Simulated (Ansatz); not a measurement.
# Which isomer of C2H8Si gives these data?

These gas-phase data were calculated for one isomer of C2H8Si at B3LYP-D3(BJ)/def2-SVP (harmonic, unscaled wavenumbers; equilibrium rotational constants with average atomic masses):

```
rotational constants            : 23.31, 4.802, 4.405 GHz
all wavenumbers above 1500 cm⁻¹ : 3105, 3100, 3071, 3028, 3024, 2217, 2213, 2212
dipole moment                   : 0.87 D (PBE0/def2-TZVPD)
```

Candidates:

(1) `C[SiH2]C`, a singlet
(2) `CC[SiH3]`, a singlet

**Question.** Which candidate do the data belong to?

**Answer.** Candidate (2). 3 modes lie between 2000 and 2380 cm⁻¹, one for each Si–H bond, while (1) has 2.

The same quantities for all candidates:

```
     rotational constants (GHz)                     wavenumbers above 1500 cm⁻¹  dipole (D)  E above the lowest, B3LYP-D3(BJ)/def2-SVP (kcal/mol)
(1)         16.47, 5.829, 4.809  3124, 3123, 3120, 3118, 3030, 3030, 2204, 2199        0.76                                                   0.0
(2)         23.31, 4.802, 4.405  3105, 3100, 3071, 3028, 3024, 2217, 2213, 2212        0.87                                                  10.3
```

Harmonic stretches to hydrogen usually lie a few per cent above observed fundamentals. Programs: Ansatz 0.2.0.

The Si–H stretches lie far below the C–H stretches because the Si–H bond is longer and weaker; hydrogen carries most of the motion in both, so the force constant matters more than the mass of the heavy partner. Their number therefore counts the hydrogens on silicon and separates ethylsilane from dimethylsilane. The rotational constants support this independently. With silicon at the end of the heavy-atom chain, the long axis passes close to it and mainly the lighter central carbon lies off the axis, which gives the larger leading constant of 23.31 GHz. In dimethylsilane the heavy silicon is itself the off-axis atom, and the constant falls to 16.47 GHz. The dipole moments are too similar to carry much weight.

Dimethylsilane is the lower in energy, probably because it exchanges a C–C and an Si–H bond for an Si–C and a stronger C–H bond, with the polarity of Si–C helping. This preference has no bearing on the assignment, since the less stable isomer can persist when rearrangement requires breaking strong bonds.
